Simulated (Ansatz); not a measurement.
A correction line for PBE0-D4/def2-TZVPP: vertical ionisation energy

The vertical ionisation energy (cation less neutral) in eV of 8 molecular compounds of W: x at PBE0-D4/def2-TZVPP, y at CCSD(T)/def2-TZVPP. Shapes, held fixed at every level: PBE0-D4/def2-TZVP. Flexible molecules stand in one conformer, not always the lowest. Programs: Ansatz 0.2.0.

```
                                        molecule  x (eV)  y (eV)
                                         W(OH)4S    9.63    9.75
                                       W(OH)4Cl2   10.33   10.48
                                       W(OH)2Cl4   10.49   10.69
                                       W(OH)3Cl3   10.49       ?
CH3Cl3O2W (SMILES C[O][W](=[O])([Cl])([Cl])[Cl])   10.57   10.75
                                      W(OH)3Cl2F   10.66   10.79
                                       W(OH)4ClF   10.70   10.73
                                         W(OH)5F   10.99   11.34
```

Q: Fit y = c + s·x to the known rows and predict y for W(OH)3Cl3.

A: 
1. Means of the 7 rows: x = 10.4814, y = 10.647.
2. Σ(Δx)² = 1.0941, Σ(Δx·Δy) = 1.1946, so the slope is 1.1946/1.0941 = 1.0919.
3. Intercept: 10.647 − (1.0919) × 10.4814 = -0.798. The largest residual of the fit is 0.16.
4. W(OH)3Cl3: -0.798 + 1.0919 × 10.49 = 10.66 eV.

CCSD(T)/def2-TZVPP gives 10.63 eV, so the prediction is off by +0.03 eV, within the largest residual. Uncorrected, PBE0-D4/def2-TZVPP misses it by -0.14 eV, and the other rows by 0.17 on average. The line overshoots: the miss goes from -0.14 to +0.03. Left out in turn, the other rows are missed by 0.10 eV on average. Cations run unrestricted. For atoms past krypton def2 sets carry core potentials with scalar relativity. Outer-core shells of W are correlated, in sets that cover them unevenly.

The compounds are formally d⁰ tungsten(VI), so the electron probably leaves ligand lone pairs rather than a metal d shell. That fits the order: the sulfide, with its high-lying S 3p pair, ionises most easily at 9.63 eV in PBE0, and W(OH)5F, which has neither sulfur nor chlorine, is hardest to ionise at 10.99 eV. Exchanging one Cl for F in W(OH)4Cl2 or W(OH)3Cl3 also raises the energy, as expected when a Cl 3p donor gives way to the more tightly bound F 2p shell.

PBE0 lies below CCSD(T) in every row, possibly because it overstabilises a hole shared among several ligands. The gap doesn't grow steadily with the ionisation energy, however: it is smallest for W(OH)4ClF and largest for W(OH)5F. The latter alone lifts the slope above one, so the data support a roughly constant upward shift better than a proportional correction. W(OH)3Cl3 sits almost at the mean x, where the slope hardly matters, and its good prediction therefore tests the average offset only.
